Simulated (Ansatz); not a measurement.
Abstraction of Cl: CH7ClSi2 + C2H6Ga → CH7Si2 + C2H6ClGa

Species: CH7ClSi2 `[SiH3]C[SiH2]Cl`, singlet; C2H6Ga `C[CH2][GaH]`, doublet; CH7Si2 `[SiH2]C[SiH3]`, doublet; C2H6ClGa `C[CH2][GaH][Cl]`, singlet. A radical takes Cl: the energy is the difference in strength between the Si–Cl bond broken and the Ga–Cl bond made.

Shapes, held fixed at every level: PBE0-D4/def2-TZVP. Flexible molecules stand in one conformer, not always the lowest. Programs: Ansatz 0.2.0. The zero-point and thermal change to 298 K, harmonic and unscaled (PBE0-D4/def2-TZVP), is -0.8 kJ/mol.

```csv
level,kind,ΔH(298 K) (kJ/mol),less CCSD(T)/def2-TZVPP
MP2/def2-SVP,perturbation theory,-6.3,-12.1
SPW92/def2-TZVPP,LDA,+10.8,+5.0
r2SCAN-D4/def2-TZVPP,meta-GGA,+5.6,-0.2
B3LYP-D4/def2-TZVPP,global hybrid,+11.9,+6.1
r2SCAN0-D4/def2-TZVPP,global hybrid,+6.2,+0.4
CCSD(T)/def2-SVP,coupled cluster or CI,-6.3,-12.1
CCSD/def2-TZVPP,coupled cluster or CI,+5.6,-0.2
CCSD(T)/def2-TZVPP,coupled cluster or CI,+5.8,0.0
```

The highest level, CCSD(T)/def2-TZVPP, gives ΔH(298 K) = +5.8 kJ/mol; the levels span -6.3 to +11.9. They disagree on the sign: 6 of 8 are positive. The column of differences is taken from that level and isn't an error. No measured value is set beside it here. Open shells run unrestricted. Relativity is left out for Ga. Outer-core shells of Ga are correlated in most correlated rows, in sets that cover them unevenly.

Chlorine transfer from silicon to gallium is close to thermoneutral, with the Si–Cl bond slightly the stronger at the highest level (+5.8 kJ/mol). Both bonds are strongly polar, joining chlorine to a more electropositive centre, and chlorine's lone pairs can donate into the empty 4p orbital on gallium or, more weakly, into σ* orbitals on silicon. Much of the bond energy therefore cancels, which probably also explains why even the LDA, which usually overbinds, stays near the coupled-cluster result.

The change of sign follows the basis set: both def2-SVP rows are negative, and every triple-zeta row is positive. With CCSD(T), enlarging the basis moves the value from -6.3 to +5.8, whereas the triples barely matter in the larger set. The small basis probably describes polarisation and correlation unevenly in the two chlorides. The triple-zeta results favour a slightly endothermic transfer, but so small a balance could still shift towards the basis-set limit. Near-thermoneutrality says nothing by itself about how fast chlorine is transferred.
